Q: I have a small alkene, CH₂=CH–CH(CH₃)–CHF–CHF₂, that can turn about three single bonds. Before I interpret any spectrum I would like to know which shape it prefers. What do I have to compare?

A: Six conformers, each with a DFT energy and a free energy above the lowest. The free energy adds the effect of vibrations and rotation at room temperature, taken from the cheaper GFN2-xTB method, and it fixes the weight, the share of molecules in that shape. The three torsions describe, in order, the turn of the vinyl group (C=C–C–CH₃), the turn about the central C–C bond (CH₃–C–C–F) and the turn of the CHF₂ group (F–C–C–F, for one of its two fluorine atoms).

One caution about your formula: it has two stereocentres and so covers two diastereomers. The table treats only one of them, C=C[C@@H](C)[C@H](F)C(F)F in SMILES notation, or equally its mirror image. The other diastereomer would need its own search.

Six conformers of C=C[C@@H](C)[C@H](F)C(F)F without solvent, with GFN2-xTB geometries (tblite 0.8.0) and PBE0-D3(BJ)/pcSseg-1 DFT energies (PySCF 2.14.0). Free energies add GFN2-xTB quasi-harmonic terms at 298.15 K to the DFT energies and fix the weights. The torsions are, in order, C=C–C–CH₃, CH₃–C–C–F and F–C–C–F.

```
number  torsions in degrees  GFN2-xTB energy above its lowest (kcal/mol)  DFT energy above the lowest (kcal/mol)  free energy above the lowest (kcal/mol)  weight (%)  dipole (D)
     1          (119,59,83)                                        0.960                                   0.000                                    0.000       32.80       1.630
     2        (119,-60,152)                                        0.000                                   0.090                                    0.170       24.80       1.110
     3        (-14,-57,150)                                        1.640                                   0.070                                    0.400       16.70       1.070
     4         (113,-60,61)                                        1.200                                   0.930                                    0.730        9.60       2.090
     5         (120,42,149)                                        1.810                                   0.920                                    0.780        8.80       0.880
     6        (136,-156,74)                                        1.280                                   0.700                                    0.890        7.30       1.880
```

Q: So conformer 1 is the most stable?

A: It is the best single candidate, but by a narrow margin. In DFT energy conformers 1, 2 and 3 lie within 0.09 kcal/mol of each other, which is about the noise of such a calculation. The thermal terms then separate them a little and leave conformer 1 ahead of conformer 2 by 0.17 kcal/mol. That is enough for a weight of 33% against 25%, not for a dominant shape.

Q: Then what should I call the preferred structure?

A: That depends on whether you count single conformers or backbones. In conformers 2, 3 and 4 the CHF₂ group stands opposite the methyl group across the central bond; in 1 and 5 it stands opposite the vinyl group. The first family holds 51% of the molecules and the second 42%, although the leading single conformer belongs to the second. The first family gains from having two low members, 2 and 3, where the second has only one.

Q: Why are 2 and 3 so close? They look quite different at the vinyl end.

A: They differ almost only there. In conformer 2 the hydrogen on the neighbouring carbon lies in the plane of the double bond and faces its far end; in conformer 3 the methyl group takes that place. A methyl group is bulkier, so the exchange might look costly. But the far end of this double bond is a bare CH₂, and the methyl group meets nothing larger than a hydrogen atom.

This is the familiar case of weak allylic strain, and in 1-butene the corresponding two forms are also close in energy. DFT fits that picture, with a difference of only 0.02 kcal/mol. If the far carbon carried a substituent on the same side as the methyl group, as in a Z-alkene, the two would collide and a form like conformer 3 would become much less favourable.

Q: And the fluorinated end? I would have guessed that the C–F bonds simply arrange themselves so that their dipoles cancel.

A: The dipoles do follow the CHF₂ turn. The conformers with a third torsion near 150° have dipoles of about 1 D, and those with 61 to 83° have clearly larger ones. The energies don't follow the same rule. Going from conformer 2 to 4 raises the dipole and costs 0.84 kcal/mol, whereas going from 5 to 1 also raises the dipole and gains 0.92 kcal/mol.

So the smallest dipole isn't automatically the most stable shape. What differs between the two pairs is the backbone: the CHF₂ group sits beside the vinyl group in 2 and 4, but beside the methyl group in 1 and 5. I think the fluorine and hydrogen atoms of CHF₂ meet better or worse neighbours accordingly. The comparison supports this without proving it, because the second torsion also shifts between 5 and 1, and because the third torsion follows only one of the two fluorine atoms.

Q: Could plain crowding be the answer instead?

A: In part, perhaps. Conformer 6 places the CHF₂ group beside both the methyl and the vinyl group, so it should be the most crowded about the central bond. In DFT energy it does lie above the best members of the other two backbones, as crowding would suggest. But it lies no higher than conformers 4 and 5, which have only one such contact, so crowding about the central bond can't be the whole story. The turn of the CHF₂ group matters on the same scale. Probably several modest effects partly cancel, which would also explain how three different shapes can end up level, but the table doesn't separate them.

Q: How far can I trust the order, then?

A: The first place is not safe. The basis set is small and was designed for magnetic shieldings, and the geometries come from GFN2-xTB, so errors of a few tenths of a kcal/mol are plausible. The weights respond to the energies through

w₂/w₁ = exp[−(G₂ − G₁)/RT]

where w is the weight, G the free energy, R the gas constant and T the temperature. An error of 0.3 kcal/mol changes this ratio by a factor of about 1.7, while conformer 1 leads conformer 2 by a factor of only 1.3.

Q: Does the level of theory matter as much as that?

A: Between these two methods it matters more. GFN2-xTB makes conformer 2 the clear winner and puts conformer 3 higher by 1.64 kcal/mol, where DFT finds the two equal. Put GFN2-xTB energies in place of the DFT ones, keep the thermal terms and apply the same weight formula, and conformer 2 would hold about 61% of the molecules and conformer 3 less than 3%. The weights of all six on this basis are printed at the very end, after my last answer. I wouldn't read this disagreement as the error of DFT, since GFN2-xTB is the more approximate method and its large penalty for conformer 3 doesn't fit the behaviour of 1-butene.

It does matter for the completeness of the set. The search found 14 distinct shapes, and GFN2-xTB had a say in which six were kept. Measured from conformer 2, this method places conformer 3 more than 1 kcal/mol higher than DFT does. A discarded conformer might therefore deserve a noticeable weight. Besides, a shape found by the force field at the start of the search was lost when GFN2-xTB relaxed it, so the set may lack a real conformer altogether. All the percentages here, including those of the backbones, are shares among the six.

Q: What would reverse the result?

A: Anything that favours conformer 2 over conformer 1 by more than 0.17 kcal/mol. Relaxing the geometries with DFT, using a larger basis set or computing better vibrations could each do that. The thermal terms deserve particular attention: they alone push conformer 3 back by 0.33 kcal/mol relative to conformer 1, and they rest on soft torsional motions that are hard to treat well.

Q: My sample will be dissolved in something polar. Does that tip the balance?

A: Judged by the total dipole alone, it would tip it further towards conformer 1, which has a larger dipole than 2 and 3. The simplest estimate puts the molecule's dipole μ at the centre of a sphere of radius a inside a solvent of dielectric constant ε. The dipole polarises the solvent, the solvent answers with a field that stabilises the dipole, and half of that gain is spent on polarising the solvent. What remains is

ΔG(solvent) = −[(ε − 1)/(2ε + 1)] μ²/a³

In a very polar solvent the bracket approaches ½. A molecule of this size has a radius of very roughly 3.8 Å, so a³ is about 55 Å³, and 1 D²/Å³ corresponds to about 14 kcal/mol. For conformers 1 and 2 this gives

μ₁² − μ₂² = 1.63² − 1.11² ≈ 1.4 D²

extra gain of conformer 1 ≈ ½ × 1.4 × 14 / 55 ≈ 0.2 kcal/mol

Q: That is as large as the lead itself.

A: Yes, and that is the useful message: the solvent matters on the same scale as the contest. Take only the order of magnitude from it, because no solvent calculation stands behind the number and the result depends steeply on the assumed radius. The model also sees only the total dipole. In a conformer whose C–F bonds partly cancel, each bond still attracts solvent nearby, so the true advantage of conformer 1 may be smaller or even absent.

Q: Conformer 4 has the largest dipole of all. Could it win in a polar solvent?

A: Probably not. The same estimate gives it about 0.2 kcal/mol over conformer 1, while it starts 0.73 kcal/mol behind. Its share should grow, but the solvent effect would have to be several times larger to put it first.

Q: Is there a measurement that could settle which backbone wins?

A: The coupling between the two hydrogen atoms on the central C–C bond is a good candidate. They stand opposite each other in conformers 2, 3 and 4, which normally gives a large coupling, and are turned by only about 60 to 85° from each other in 1, 5 and 6, which normally gives a small one. The measured value is an average over all shapes present. If it rises or falls clearly with solvent polarity, the balance between the backbones is probably shifting, though the coupling within each shape can also change a little with the solvent.

The analysis program printed:

```
Thermal terms relative to conformer 1 and weights if GFN2-xTB energies replace DFT:
  row  thermal term in kcal/mol  weight with GFN2-xTB energies in %
    1                         0                               13.78
    2                      0.08                               60.85
    3                      0.33                               2.505
    4                      -0.2                               12.88
    5                     -0.14                               4.157
    6                      0.19                               5.826
DFT energy spread of conformers 1 to 3 in kcal/mol: 0.09
DFT gap from these three to the next conformer in kcal/mol: 0.61
free-energy lead of conformer 1 over 2 in kcal/mol: 0.17
free-energy lead of conformer 1 over 3 in kcal/mol: 0.4
weight of conformers 2 and 3 together in %: 41.5
weight of rows with CHF2 anti to methyl in %: 51.1
weight of rows with CHF2 anti to vinyl in %: 41.6
DFT energy of conformer 3 less 2 in kcal/mol: -0.02
GFN2-xTB energy of conformer 3 less 2 in kcal/mol: 1.64
DFT energy change on turning CHF2 from 2 to 4 in kcal/mol: 0.84
DFT energy change on turning CHF2 from 5 to 1 in kcal/mol: -0.92
dipole change from 2 to 4 in D: 0.98
dipole change from 5 to 1 in D: 0.75
factor in a weight ratio from a 0.3 kcal/mol energy error: 1.659
rough solvent gain of conformer 1 over 2 in kcal/mol (order of magnitude): 0.1865
rough solvent gain of conformer 4 over 1 in kcal/mol (order of magnitude): 0.224
free-energy gap that conformer 4 must close to reach 1 in kcal/mol: 0.73
```
